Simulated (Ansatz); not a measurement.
## Ligand exchange: C2H8O2Si2 + BH(CH3)(SiH3) → C2H10OSi3 + BH(CH3)(OH)

Species: C2H8O2Si2 `C=C[Si](O)(O)[SiH3]`, singlet; BH(CH3)(SiH3), singlet; C2H10OSi3 `C=C[Si](O)([SiH3])[SiH3]`, singlet; BH(CH3)(OH), singlet. The partners trade OH for SiH3: Si–OH and B–SiH3 bonds give way to Si–SiH3 and B–OH.

Shapes, held fixed at every level: PBE0-D4/def2-TZVP. Flexible molecules stand in one conformer, not always the lowest. Programs: Ansatz 0.2.0. Electronic energies: no zero-point or thermal term.

```json
{"level": "HF/def2-TZVPP", "kind": "Hartree–Fock", "ΔE (kJ/mol)": "-41.1", "less CCSD(T)/CBS estimate": "+12.4"}
{"level": "PBE-D4/def2-TZVPP", "kind": "GGA", "ΔE (kJ/mol)": "-68.7", "less CCSD(T)/CBS estimate": "-15.2"}
{"level": "r2SCAN-D4/def2-TZVPP", "kind": "meta-GGA", "ΔE (kJ/mol)": "-58.7", "less CCSD(T)/CBS estimate": "-5.2"}
{"level": "wB97X-V/def2-TZVPP", "kind": "range-separated hybrid", "ΔE (kJ/mol)": "-53.9", "less CCSD(T)/CBS estimate": "-0.4"}
{"level": "B2PLYP/def2-TZVPP", "kind": "double hybrid", "ΔE (kJ/mol)": "-54.8", "less CCSD(T)/CBS estimate": "-1.3"}
{"level": "CCSD/def2-TZVPP", "kind": "coupled cluster or CI", "ΔE (kJ/mol)": "-51.8", "less CCSD(T)/CBS estimate": "+1.7"}
{"level": "CCSD(T)/CBS estimate", "kind": "coupled cluster or CI", "ΔE (kJ/mol)": "-53.5", "less CCSD(T)/CBS estimate": "0.0"}
```

The highest level, CCSD(T)/CBS estimate, gives ΔE = -53.5 kJ/mol; the levels span -68.7 to -41.1. The column of differences is taken from that level and isn't an error. No measured value is set beside it here. The CBS estimate extrapolates MP2 from def2-TZVPP and def2-QZVPP and adds CCSD(T) − MP2 in the triple-zeta set, cores frozen.

Every level puts the exchange downhill, so its direction is secure even though its size varies; the best estimate is -53.5 kJ/mol. The main driving force is probably the preference of hydroxide for boron. In BH(CH3)(OH), an oxygen lone pair donates into the formally empty boron p orbital, giving the B–O bond partial π character. The silyl group has no lone pair to offer, so the boron in BH(CH3)(SiH3) remains much more electron-deficient. Giving up a strong, polar Si–O bond for a weaker Si–Si bond works against this gain but doesn't cancel it.

Hartree–Fock recovers the sign but makes the exchange too weakly exothermic, whereas PBE-D4 overshoots, perhaps because they describe the O→B delocalisation differently. The close agreement of wB97X-V and B2PLYP with the reference supports their use for this exchange, but their order of merit is not meaningful at such small differences, which residual basis-set effects could alter. The reaction energies alone don't separate π donation from the changes in the σ bonds.
